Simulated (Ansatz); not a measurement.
Os: the change of free energy error per atom with smearing width

Plane-wave density functional theory, scalar-relativistic PAW datasets made under PBE, Gamma-centred meshes; one setting moves on a fixed relaxed cell, energies count from the zero-width extrapolation of the reference run, pressure is Pulay-corrected at fixed cutoff and positive in compression. The results are calculated, by Ansatz 0.2.0.

Structure of every row (space group P6_3/mmc, No. 194):
```
CELL_PARAMETERS angstrom
2.71750 0.00000 0.00000
-1.35880 2.35340 0.00000
0.00000 0.00000 4.28450
ATOMIC_POSITIONS crystal
Os 0.33333 0.66667 0.25000
Os 0.66667 0.33333 0.75000
```

Settings of every row: spin polarised no; functional LDA; wave cutoff 420 eV; k mesh 13x13x8; smearing method gaussian; reference k mesh 13x13x8; reference smearing width 0.1 eV; reference wave cutoff 420 eV; reference smearing method fermi_dirac; swept setting smearing; valence electrons per atom 16.

Atom starting moment: 0 on all atoms.

Limits: settings are moved on purpose, so some rows are far from converged; no spin-orbit coupling, which can matter with elements this heavy.

| row | smearing width (eV) | free energy error per atom (meV) | zero smearing energy error per atom (meV) | pressure (GPa) |
| --- | --- | --- | --- | --- |
| 1 | 0.01 | 0.02 | 0.04 | -0.07 |
| 2 | 0.03 | ? | ? | ? |
| 3 | 0.1 | -1.48 | -0.03 | -0.04 |
| 4 | 0.2 | -5.77 | -0.04 | 0.02 |
| 5 | 0.3 | -12.99 | 0.04 | 0.14 |

Question: what free energy error per atom should row 2 give?

Worked fit of free energy error per atom. Smearing changes a smooth quantity, to lowest order, with the square of the width, so take w² in eV². The shown rows have w² = 0.0001, 0.01, 0.04, 0.09. Their means are 0.035025 and -5.055 meV; the sums about the means are S_tt = 0.004893 and S_ty = -0.7065, whose ratio is the slope. Least squares give free energy error per atom = 0.002 − 144.39 × w² meV. The rows lie off it by 0.03, -0.04, 0.00, 0.00. The constant, 0.002 meV, estimates the value at zero width. The withheld row has w² = 0.0009, so the fit gives 0.002 − 144.39 × (0.0009) = -0.13 meV.

The calculation gave -0.14 meV. The fit lies 0.01 meV (7.1 % of the value, 0.077 % of the column's range) above it, one unit of the last digit.

The other values of row 2: zero smearing energy error per atom 0.01 meV; pressure -0.07 GPa.
